**What does the hydrogen pay for on its way from indium to oxygen?**

The naive expectation is that a hydrogen atom leaving a metal must first be pulled off it, so that the barrier is roughly the price of the metal–hydrogen bond. In HO–InH₂ one hydrogen moves from indium to the neighbouring oxygen, and a water molecule resting on InH is left. The computed barrier of 1.84 eV looks right for this picture, since an In–H bond is worth very roughly 2.5 eV and the new O–H bond could refund the rest. The energies along the path and the shape of the molecule at the top allow a test.

Hydrogen shift in HO–InH₂ (neutral singlet), computed with Ansatz 0.2.0 at the restricted B3LYP/def2-SVP level without dispersion correction. The climbing-image nudged elastic band has nine images between relaxed ends and a force limit of 0.05 eV/Å. Energies are electronic, without zero-point terms, and band forces are largest components.

| row | energy over the start (eV) | path length (Å) | band force (eV/Å) |
| --- | --- | --- | --- |
| 1 | 0.000 | 0.000 | n/a |
| 2 | 0.120 | 0.452 | 0.000 |
| 3 | 0.511 | 0.904 | 0.000 |
| 4 | 1.252 | 1.356 | 0.000 |
| 5 | 1.844 | 1.808 | 0.001 |
| 6 | 0.748 | 2.262 | 0.003 |
| 7 | -0.144 | 2.716 | 0.002 |
| 8 | -0.273 | 3.170 | 0.044 |
| 9 | -0.314 | 3.624 | 0.002 |
| 10 | -0.328 | 4.078 | 0.001 |
| 11 | -0.339 | 4.532 | n/a |

**Pulling or swinging**

Row 5 is the top of the path, and its geometry speaks against pulling. The migrating hydrogen sits 1.78 Å from indium, only 0.06 Å farther than at the start. The angle H–In–O, by contrast, has closed from 111° to 45°. The O–H group has also turned out of the plane of the molecule, and the O–In bond has lengthened by 0.17 Å. Compared with the start, the hydrogen has swung round the indium atom towards the oxygen, and its bond to indium is almost as short as before.

The height of the barrier could not have revealed this. A Morse curve for a stretched In–H bond, followed along the path length, gives 2.16 eV at row 5, and a simple bending spring gives 2.18 eV. Both lie somewhat above the computed value, and if the energies are to tell them apart, it must be through the shape of the rise.

Row 2 separates them. A bond that is pulled is stiff from the outset and begins to give way after about half an ångström, so the Morse curve already asks for 0.59 eV there. The calculation finds 0.12 eV, close to the 0.14 eV of the bending spring. From there the computed steps grow up to row 4, as they do for a spring, whereas those of the Morse curve shrink after row 3.

**The spring, worked through for row 4**

Let E be the energy over the start and x the path length. If x is taken as the distance that the hydrogen has travelled, a spring of stiffness k gives E = ½kx², and each energy on the rise can be turned into a vibrational wavenumber. For row 4:

- k = 2 × 1.252 eV / (1.356 Å)² = 1.36 eV/Å².
- With m the mass of a hydrogen atom, and all quantities converted to SI units, the wavenumber is √(k/m)/(2πc) ≈ 606 cm⁻¹, where c is the speed of light.

In–H bending vibrations lie near 600 cm⁻¹ and In–H stretching near 1700 cm⁻¹, both rough recalled values. Rows 2 to 5 all give between 550 and 610 cm⁻¹, so the climb has the stiffness of a bend. These rows were not used to set the spring of the comparison, whose stiffness comes from the rough 600 cm⁻¹. The printed output below sets it beside the Morse curve.

The path length counts the motion of every atom, so using it for one hydrogen needs a check. Between the start and row 5 the hydrogen moves 1.76 Å relative to indium, measured in a straight line, while the path length is 1.81 Å. The two agree well enough for a model of this kind, though partly by chance, since the path length also contains the turning of the O–H group. The check holds for the top; for rows 2 to 4 the same agreement is assumed.

The spring fails where it must, because a spring has no summit. At row 5 it overshoots the computed barrier by 0.34 eV, or 18 % of that barrier. Over so wide a swing, k is also more than the stiffness of a small vibration: it lumps together the bending, the turning of the O–H group and the rearrangement of the electrons that goes with them.

**Why the swing is expensive**

The usual bonding picture offers a reason for the cost, though the calculation did not test it separately. At the start indium has three bonds spread out in a plane, each with its electron pair pointing at its partner. Closing one angle to 45° spoils that overlap and crowds the In–H pair against the In–O pair. The oxygen lone pair that is to receive the hydrogen can help only once the hydrogen is near, and at row 5 the O–H distance is still 1.57 Å, against 0.97 Å in the finished water.

In this picture the hydrogen leaves as something like a proton, and its old bonding pair stays behind as a lone pair on indium. The charges at the top fit: the migrating hydrogen carries +0.14 e and the one that stays on indium −0.12 e by Mulliken's division, which is only a rough guide. An In–H bond that is hardly longer may therefore already be weakened electronically. The calculation also forces all electrons into pairs, and whether an open-shell state would lower the top was not tested.

Beyond the top the energy falls by 1.10 eV in a single step. The closing O–H bond is the natural reason, since it is the one strong bond that the reaction makes.

**Does the downhill energy set the barrier?**

Another explanation starts from the reaction energy: a downhill reaction should have a lowered barrier and an early top. Its simplest form joins start and end by two parabolas of equal curvature and takes their crossing as the top. With the computed barrier and a reaction energy of −0.34 eV, which includes the binding of the water to InH (a part that the small basis set can exaggerate), the driving force lowers the barrier by only 0.17 eV, from 2.01 to 1.84 eV.

The parabolas also place the top at 0.48 of the path, just before the middle. The table has it at 0.40 of the whole path, which looks like a clearly early top. Yet the last 30 % of the length, from row 8 on, releases only 0.07 eV. If the path is ended at row 8, the same top lies at 0.57 and looks late.

The distances give a better answer than the path length. At row 5 the hydrogen has covered 72 % of its approach to oxygen, but only 4 % of the lengthening that finally parts it from indium, some of which may belong to the flat tail. The top is late for the approach and early for the parting, and a single word cannot describe both.

**What to carry over**

The numbers favour the swing over the pull, and they leave the driving force a minor part. For a similar shift between neighbouring atoms, it is then worth asking how far the hydrogen must swing and how stiffly its bond resists bending, though one reaction cannot show how far this carries. In the spring model the cost grows with the square of the swing but only in proportion to the stiffness, so a slightly shorter arc saves about twice as much as a bend that is softer by the same percentage.

The figure of 1.84 eV itself is less certain than the mechanism. B3LYP often puts hydrogen-transfer barriers too low, while zero-point motion, left out here, usually reduces them. The value also belongs to this one path, and a lower route may exist.

Numerical output:

```
Steps and two models (models have a meaning only up to row 5):
  row  energy_eV  step_eV  bend_spring_eV  Morse_stretch_eV
    1          0      n/a               0                 0
    2       0.12     0.12          0.1363            0.5855
    3      0.511    0.391          0.5451             1.346
    4      1.252    0.741           1.227              1.86
    5      1.844    0.592           2.181             2.158
    6      0.748   -1.096           3.413             2.321
    7     -0.144   -0.892           4.921             2.407
    8     -0.273   -0.129           6.703             2.452
    9     -0.314   -0.041           8.761             2.475
   10     -0.328   -0.014           11.09             2.487
   11     -0.339   -0.011            13.7             2.493
angle H5-In-O at the start, degrees: 110.8
angle H5-In-O at the top, degrees: 45.23
In-H5 distance at the start, A: 1.718
In-H5 distance at the top, A: 1.776
share of the final In-H5 lengthening reached at the top, percent: 3.729
O-H5 distance at the top, A: 1.57
share of the O-H5 approach done at the top, percent: 71.54
O-In lengthening from start to top, A: 0.1696
straight-line move of H5 relative to In from start to top, A: 1.755
lowest spring wavenumber from the energies of rows 2 to 5, 1/cm: 551.8
highest spring wavenumber from the energies of rows 2 to 5, 1/cm: 606.2
Morse cost of the real In-H5 stretch at the top (order of magnitude), eV: 0.01649
place of the top from equal parabolas, whole path, fraction: 0.4789
place of the top in the table, whole path, fraction: 0.3989
place of the top from equal parabolas, path ended at row 8, fraction: 0.4827
place of the top in the table, path ended at row 8, fraction: 0.5703
lowering of the barrier by the driving force in equal parabolas, eV: 0.1659
energy still released from row 8 to row 11, eV: 0.066
share of the path length from row 8 to row 11, percent: 30.05
```
